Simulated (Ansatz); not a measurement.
Calibrating B2PLYP/def2-TZVPP on N-containing molecules

The vertical ionisation energy (cation less neutral) in eV of 7 N-containing molecules: x at B2PLYP/def2-TZVPP, y at CCSD(T)/def2-TZVPP. Shapes, held fixed at every level: PBE0-D4/def2-TZVP. Flexible molecules stand in one conformer, not always the lowest. Programs: Ansatz 0.2.0.

| molecule | x (eV) | y (eV) |
| --- | --- | --- |
| C2H3N (SMILES C#CN) | 9.08 | 9.14 |
| CH5N (methylamine) | 9.60 | 9.64 |
| CH5NO (SMILES CON) | 10.16 | 10.37 |
| CH3NO (formamide) | 10.32 | 10.29 |
| BH3(NH3) | 10.58 | ? |
| C2H2N2O (1,3,4-oxadiazole) | 11.04 | 11.09 |
| HCN (hydrogen cyanide) | 13.78 | 13.77 |

Q: Fit y = c + s·x to the known rows and predict y for BH3(NH3).

A: 
1. Means of the 6 rows: x = 10.6633, y = 10.717.
2. Σ(Δx)² = 13.864, Σ(Δx·Δy) = 13.619, so the slope is 13.619/13.864 = 0.98233.
3. Intercept: 10.717 − (0.98233) × 10.6633 = 0.242. The largest residual of the fit is 0.15.
4. BH3(NH3): 0.242 + 0.98233 × 10.58 = 10.64 eV.

CCSD(T)/def2-TZVPP gives 10.73 eV, so the prediction is off by -0.09 eV, within the largest residual. Uncorrected, B2PLYP/def2-TZVPP misses BH3(NH3) by -0.15 eV, and the other rows by 0.07 on average. The line removes about 40 % of this miss. Left out in turn, the other rows are missed by 0.07 eV on average, worse than no correction. Cations run unrestricted.

B2PLYP follows the coupled-cluster ionisation energies closely across a wide range, but its small errors are not a simple function of the energy itself. It lies low for most molecules, while formamide and HCN break that pattern. The range reflects orbital character: in methylamine the electron leaves a nitrogen lone pair, which conjugation with the triple bond destabilises further in the aminoacetylene, whereas HCN must give up a strongly bound π electron. In BH3(NH3) the lone pair is tied up in the dative bond, and the hole falls mainly in the B–H bonds, a type of ionisation absent from the fitted rows. The balance of exchange and correlation errors probably shifts with the character of the hole, which a line in the energy alone cannot capture. Near the centre of the data the fit acts almost as a constant upward shift, owed largely to methoxyamine, the row with the biggest discrepancy. The improvement for BH3(NH3) therefore looks partly fortuitous and doesn't support the line as a transferable correction.
